**Conventions.** $\hbar=1$. $F(\theta)=\sum_lF_lP_l(\cos\theta)$ is scaled by the two-spin density of states $N(0)$. Further, $s=\omega/qv_F$, $\mu=\hat p\cdot\hat q$, and $\langle\,\rangle$ is the solid-angle average.

**Where $s\to0$ enters.** In each spin channel the particle-hole ladder is $\Gamma=F-\langle FK\Gamma\rangle$ with $K=\mu/(\mu-s-i0)$. At $s=0$, $K=1$ and Legendre convolution gives $A_l=F_l-F_lA_l/(2l+1)$. Hence $A_l=(2l+1)\{1-[1+F_l/(2l+1)]^{-1}\}$, below $2l+1$ when $F_l>-(2l+1)$. The Coulomb force adds $4\pi e^2N(0)/q^2$ to $F_0^s$, so $A_0^s\to1$ for $q$ well below the screening wavevector.

**First correction.** Eliminating $F$ gives $\Gamma=A-\langle A(K-1)\Gamma\rangle$, with $K-1=s\,\mathrm P(\mu-s)^{-1}+i\pi s\,\delta(\mu-s)$. Energy conservation puts both external momenta at $\mu=s$, near the equator. The product $AA$ is then even in the internal $\mu$, and the principal value vanishes at order $s$. With equatorial harmonics $A(\cos\phi)=\sum_ma_me^{im\phi}$,
$$\Gamma_m=a_m-\tfrac{i\pi s}{2}a_m^2+O(s^2),$$
where $a_0=A_0+A_2/4+\dots$ and $a_{\pm1}=A_1/2+\dots$. This correction is a phase, so probabilities change only at order $s^2$.

**Keeping $l=0$.** Here $1/\Gamma=1/A_0+g$, with $g=\langle K\rangle-1=-s\,\mathrm{artanh}\,s+i\pi s/2$ for $|s|<1$. Therefore $\mathrm{Im}\,\Gamma=-\pi s|\Gamma|^2/2$ and
$$\Gamma=A_0-\tfrac{i\pi}{2}A_0^2s+cs^2+\dots,\qquad c=A_0^2-\tfrac{\pi^2}{4}A_0^3 .$$

**Why the rate changes at first order.** At $T=0$ the scattered particle supplies phase space $\propto q\,dq\,d\omega$ and the pair spectrum $\propto\omega/q$. For excitation energy $\varepsilon$, $1/\tau\propto\int_0^\varepsilon d\omega\,\omega\int dq\,W$, with $W=|\Gamma^s|^2+3|\Gamma^a|^2$ and $q>\omega/v_F$. Near that edge $s$ is of order one. Relative to the static integral from $q=0$, each channel loses $C\omega/v_F$, where
$$C=A_0^2-\int_0^1\frac{ds}{s^2}\left(|\Gamma|^2-A_0^2\right).$$

**The integral is closed.** Integrate $(\Gamma-A_0+i\pi A_0^2s/2)/s^3$ around the upper half plane, where stability makes $\Gamma$ analytic. Without undamped modes $\mathrm{Im}\,\Gamma=0$ for $|s|>1$, and the real axis gives $i\pi C$. The indentation at $s=0$ gives $-i\pi c$. For $-1<F_0^a<0$ the large arc vanishes, so $C^a=c$. In the charge channel $\Gamma=1/\langle K\rangle\to-3s^2$, the arc gives $-3i\pi$, and $C^s=4-\pi^2/4=1.53$, independent of $F_0^s$. With $C=C^s+3C^a$ and $W_0=1+3(A_0^a)^2$,
$$\frac{\delta(1/\tau)}{1/\tau}=-\frac23\frac{C}{W_0}\frac{|\varepsilon|}{v_FQ}.$$
The static rate defines $W_0Q=\tfrac12\int_0^{2k_F}W\,dq$. The $\tfrac12$ is for identical final states, and the correction escapes it because small exchange transfer duplicates the small-$q$ region. Landau parameters do not fix $Q$. A constant amplitude gives $Q=k_F$, adopted here as an order of magnitude.

**Size.** The inputs are approximate $F_0^a$ values typical of Monte Carlo work, $m^*\approx m$ (so $v_Fk_F=2E_F$), and $|\varepsilon|=0.1$ eV.

| $r_s$ | $F_0^a$ | $A_0^a$ | $C^a$ | $C$ | $W_0$ | $2E_F$ (eV) | change (%) |
|---|---|---|---|---|---|---|---|
| 2 | −0.27 | −0.37 | 0.26 | 2.3 | 1.4 | 25 | −0.4 |
| 5 | −0.40 | −0.67 | 1.2 | 5.1 | 2.3 | 4.0 | −4 |

**Rivals.** Terms odd in $\varepsilon$ have the same order. The phase-space factor $k_F/p\approx1-\varepsilon/v_Fk_F$ alone amounts to 0.4 % and 2.5 %. Such terms have opposite sign for particles and holes, whereas the $|\varepsilon|$ term does not.

**Adding $l=1$.** In the $m=0$ sector the kernel is separable, and on shell $F_0\to F_0+A_1s^2$. The charge result is untouched. In the spin channel $c$ gains $A_1^a/(1+F_0^a)^2$, and $\Gamma\to F_1^as^2$ makes the arc subtract $F_1^a$ from $C^a$. To first order $\delta C^a=F_1^a[(1+F_0^a)^{-2}-1]$, that is $0.9F_1^a$ at $r_s=2$ and $1.8F_1^a$ at $r_s=5$. An illustrative $|F_1^a|=0.1$ shifts $C$ by a fraction 0.1 at both densities. The $m=\pm1$ terms start at order $A_1^2$.